Propane leaving a ZIF-8 cage: what changes when the window, the guest or the temperature changes?

The cages of ZIF-8 sit on a body-centred cubic lattice, and each is joined to eight neighbours through six-ring windows. The typical static aperture, about 0.34 nm, is smaller than the typical kinetic diameter of propane, about 0.43 nm, so propane passes only when the linkers have swung aside. The question is how the escape rate responds when one thing at a time is changed: the speed of the breathing, its amplitude, the temperature, the guest, or the coupling between windows. Answer each prompt before reading on.

1. The model and its solution

Zwanzig's fluctuating bottleneck (1992) takes one window coordinate r and a passage rate K(r) = k r², with k in m⁻² s⁻¹. Here r is a signed breathing displacement counted from the mean geometry, which is taken as shut. This quadratic form is an assumption, and its limits are sized below. The coordinate is an Ornstein-Uhlenbeck variable, Gaussian with ⟨r²⟩ = θ and ⟨r(0) r(t)⟩ = θ exp(−λt), and the guest does not act back on it. Write κ = kθ for the mean rate.

The probability f(r,t) of not having passed by time t, given the starting value r, obeys

∂f/∂t = λθ ∂²f/∂r² − λ r ∂f/∂r − k r² f, with f(r,0) = 1.

Predict: put in f = exp(−α − β r²). What equations do α(t) and β(t) obey?

The r⁰ and r² terms give dα/dt = 2λθβ and dβ/dt = k − 2λβ − 4λθβ². With s = √(1 + 4κ/λ) and α(0) = β(0) = 0 the solution is

β = (k/λ) sinh(sλt) / [s cosh(sλt) + sinh(sλt)],
exp(−α) = exp(λt/2) [cosh(sλt) + sinh(sλt)/s]^(−1/2).

Averaging over the equilibrium Gaussian of starting values multiplies by (1 + 2θβ)^(−1/2), so the survival is

S(t) = exp(λt/2) [cosh(sλt) + ((1 + 2κ/λ)/s) sinh(sλt)]^(−1/2).

For t much longer than 1/(2sλ), S → A exp(−μt), with A = 2√s/(s + 1) and

μ = (λ/2)(s − 1) = 2κ/(1 + s), equivalently μ² + λμ = κλ.

Predict the three limits from the ratio x = κ/λ.

Fast modulation, x ≪ 1: μ = κ(1 − x + 2x² − …). The first correction, −κ²/λ, is minus the time integral of the rate covariance 2κ² exp(−2λt). Slow modulation, x ≫ 1: μ = √(κλ) − λ/2 + …. Frozen windows, λ → 0: each molecule keeps its r, and the Gaussian average of exp(−k r² t) is S = (1 + 2κt)^(−1/2). In every case the initial slope of S is −κ; only later are the survivors those whose window has stayed narrow.

2. A tool for predicting responses

Only κ and λ enter μ. Differentiating gives the elasticities

ε(κ) = ∂ln μ/∂ln κ = (s + 1)/(2s), ε(λ) = ∂ln μ/∂ln λ = (s − 1)/(2s).

They sum to 1 and neither is negative. For a fast gate they are 1 and 0, and for a slow gate both tend to 1/2.

3. Two reference states

The inputs are approximate typical values: cell edge 1.70 nm and a low-loading propane diffusivity D of about 2 × 10⁻¹⁴ m² s⁻¹ near 308 K. The hop length is ℓ = (√3/2)(1.70 nm) = 1.47 nm. For uncorrelated hops D = Γℓ²/6, so Γ = 5.5 × 10⁴ s⁻¹ per cage and κ = Γ/8 = 6.9 × 10³ s⁻¹ per window. Thus κ is chosen to reproduce the typical diffusivity and is no prediction. An illustrative amplitude √θ = 0.02 nm would imply k = 1.7 × 10²⁵ m⁻² s⁻¹, but the split between k and θ is never needed.

State F (fast) takes λ = 10¹² s⁻¹, the scale of a linker swing of typically about 1 THz. Then x = 6.9 × 10⁻⁹, ε(λ) ≈ x, and μ = κ. The swing is an oscillation and not an overdamped relaxation; this alters the value of the covariance integral but not the leading result, which needs only θ.

State G (slow gate) is hypothetical: the same κ with λ = 10³ s⁻¹. No such coordinate is claimed for ZIF-8; it shows what a slowly rearranging window would do.

Predict: with x = 6.9, is √(κλ) good to 5 per cent?

No. Here s = 5.35, μ = 2.17 × 10³ s⁻¹ and μ/κ = 0.315, while √(κλ) = 2.63 × 10³ s⁻¹ is 21 per cent too high; subtracting λ/2 gives 2.13 × 10³ s⁻¹. The elasticities are ε(κ) = 0.593 and ε(λ) = 0.407.

4. Change one: slow the breathing tenfold at fixed k and θ

Predict the sign, and whether the effect in F could be seen.

Slower modulation lets a narrow window stay narrow, so μ falls. In F the relative change is −(10 − 1)x = −6.2 × 10⁻⁸, which is nil. A neglected term is far larger. For a harmonic mode of frequency ν the quantum variance exceeds the classical one by the factor (u/2) coth(u/2), with u = hν/(kB T) = 0.156 at 1 THz and 308 K, an excess of 0.20 per cent. If the slowing came from heavier linkers at fixed stiffness, nearly all of that excess would vanish, and this would outweigh dynamic disorder by more than four orders of magnitude.

In G reasoning puts the factor above 10^(−1/2) = 0.316, since ε(λ) stays below 1/2. With λ = 10² s⁻¹, s = 16.6 and μ = 782 s⁻¹, a factor of 0.360.

Predict: how slow must the gate be for μ to lie 10 per cent below κ? Put μ = 0.9κ into μ² + λμ = κλ. The answer is λ = 8.1κ = 5.6 × 10⁴ s⁻¹, slower than the swing by a factor of 1.8 × 10⁷.

5. Change two: double the stiffness, so that θ halves

Classically θ = kB T/(force constant). Hold k and λ fixed, and treat the factor of two as illustrative.

Predict the factor in F, and bracket it in G.

In F, μ ∝ θ and the factor is 0.500. In G it must lie between 0.500 and 2^(−1/2) = 0.707, and the local elasticity suggests 2^(−0.593) = 0.663. The calculation gives s = 3.85, μ = 1.42 × 10³ s⁻¹ and a factor of 0.655, a little below the estimate because ε(κ) grows as x falls.

The sign is safe, but the size belongs to the r² law. If passage needs a fixed opening whose elastic cost W appears in a Boltzmann factor, doubling the stiffness doubles W. For an illustrative W = 10 kJ mol⁻¹, with RT = 2.56 kJ mol⁻¹, the rate is multiplied by exp(−W/RT) = 0.020. For a guest larger than the aperture the quadratic model therefore understates the response to stiffening, in this example by a factor of 25.

6. Change three: warm from 308 K to 338 K

Predict first the effect of θ ∝ T alone.

In F it is 338/308 = 1.10, equivalent to an apparent activation energy, defined as E = RT² dln μ/dT, of only RT = 2.56 kJ mol⁻¹. Propane diffusion in ZIF-8 is typically activated by some tens of kJ mol⁻¹, so a constant k would understate the activation energy by about an order of magnitude. We therefore choose E(κ) = 30 kJ mol⁻¹, taken as constant, as an approximate input that restores this behaviour; all but RT of it resides in k. The chain rule gives

E = ε(κ) E(κ) + ε(λ) E(λ).

Predict the factor in G if λ does not depend on temperature.

In F the factor is exp[(E(κ)/R)(1/308 K − 1/338 K)] = 2.83, whatever E(λ) is. In G the apparent energy drops to 17.8 kJ mol⁻¹, and the full formula gives s = 8.89 and a factor of 1.82. A gate as slow as G would probably be activated itself; with an illustrative E(λ) = 50 kJ mol⁻¹ the apparent value at 308 K becomes 38.1 kJ mol⁻¹. It is a weighted mean and belongs to neither process alone.

7. Change four: propene in place of propane

Take κ larger by 100, the approximate order of the typical propene to propane diffusivity ratio, used here as an input, and let both guests see the same θ and λ.

Predict the ratio of long-time rates in F and in G.

In F both guests are fast-modulated, and the ratio is 100 less a relative 99x = 6.8 × 10⁻⁷. In G the square-root law suggests √100 = 10, somewhat more because ε(κ) exceeds 1/2. For propene x = 690, s = 52.5 and μ = 2.58 × 10⁴ s⁻¹, a ratio of 11.9. The quicker guest empties the open windows sooner and then waits on the gate, so slow breathing compresses the contrast between the long-time rates.

8. Change five: make the eight windows of a cage move together

For independent windows the cage survival is S⁸ and the long-time rate is 8μ. For a single shared coordinate the rate is 8k r², so κ is replaced by 8κ.

Predict which case retains propane longer.

Independent windows are rarely all narrow at once, so the concerted case is slower. In F both give 8κ = 5.52 × 10⁴ s⁻¹, with a relative shift of −(8 − 1)x = −4.8 × 10⁻⁸. In G independent windows give 1.74 × 10⁴ s⁻¹; concerted ones give s = 14.9 and 6.95 × 10³ s⁻¹, a factor of 0.399, on the way to the slow limit 8^(−1/2) = 0.354.

Predict: in G with independent windows, is the mean escape time 1/(8μ) = 57.5 µs?

It is not. The exponential takes over only after about 1/(2sλ) = 93 µs, and its amplitude is A⁸ = 0.079, from A = 0.729. Most molecules leave while the windows are still almost frozen. The mean time, the integral of S⁸, is 1/(8κ) = 18.1 µs for fast windows. For frozen ones the integral of (1 + 2κt)^(−4) is 1/(6κ) = 24.2 µs, finite, whereas it diverges for one frozen window or for frozen concerted windows. In G numerical integration gives 23.4 µs. The long-time rate has fallen to 0.315 of its fast value, yet the mean time has risen by only 29 per cent.

Nor does μ give the diffusivity in G. If a window passes molecules equally in both directions, the equilibrium hop frequency stays 8κ for any λ; a slow gate lowers D by making a return through the same wide window likely, which needs a separate calculation.

9. Summary of the model's factors, μ(changed)/μ(reference)

Change | F, λ = 10¹² s⁻¹ | G, λ = 10³ s⁻¹
λ ÷ 10 | 1 − 6.2 × 10⁻⁸ | 0.360
θ ÷ 2 | 0.500 | 0.655
308 → 338 K, λ fixed | 2.83 | 1.82
κ × 100 | 100 | 11.9
independent → concerted | 1 − 4.8 × 10⁻⁸ | 0.399

Three figures are kept to display the algebra; the inputs support one at most.

10. How far the fast verdict can be trusted

Predict: could picosecond breathing still limit the rate if K(r) were sharper than r²?

Take a two-state gate that is open a fraction p ≪ 1 of the time, with passage rate K₀ when open, opening rate pλ and closing rate (1 − p)λ. Steady state for the open population gives μ ≈ pK₀/(1 + K₀/λ). With pK₀ = κ, the first-order loss is K₀/λ = x/p and not x. It reaches 0.1 at p = 6.9 × 10⁻⁸, an opening free energy −RT ln p = 42 kJ mol⁻¹. That is of the order of the activation energy adopted above, so a sizeable correction cannot be excluded by the quadratic model.

A second limit concerns the instantaneous rate itself. Propane, with M = 0.0441 kg mol⁻¹, has a one-dimensional thermal speed √(RT/M) = 241 m s⁻¹ and crosses an assumed 0.3 nm in 1.2 ps, about 1/λ in state F. Guest and window then move together, and κ is best read as an effective coupled rate.

The model's conclusion for ZIF-8 is thus conditional. With a smooth K(r) and terahertz breathing, propane escape is single-exponential, follows changes in the mean rate one for one, and ignores λ. Its 18.1 µs cage time only restates the diffusivity put in. In the model, departures from this behaviour set in near λ = 8.1κ of the guest concerned. For propane with independent windows, reduced sensitivities and curved survival plots require a window coordinate that relaxes no faster than roughly 5.6 × 10⁴ s⁻¹. The propene to propane contrast is compressed as soon as the quicker guest leaves the fast regime: with propene's κ = 6.9 × 10⁵ s⁻¹ the model's ratio falls from 100 to 90 at λ = 5.6 × 10⁶ s⁻¹ and to 59 at λ = 5.6 × 10⁵ s⁻¹.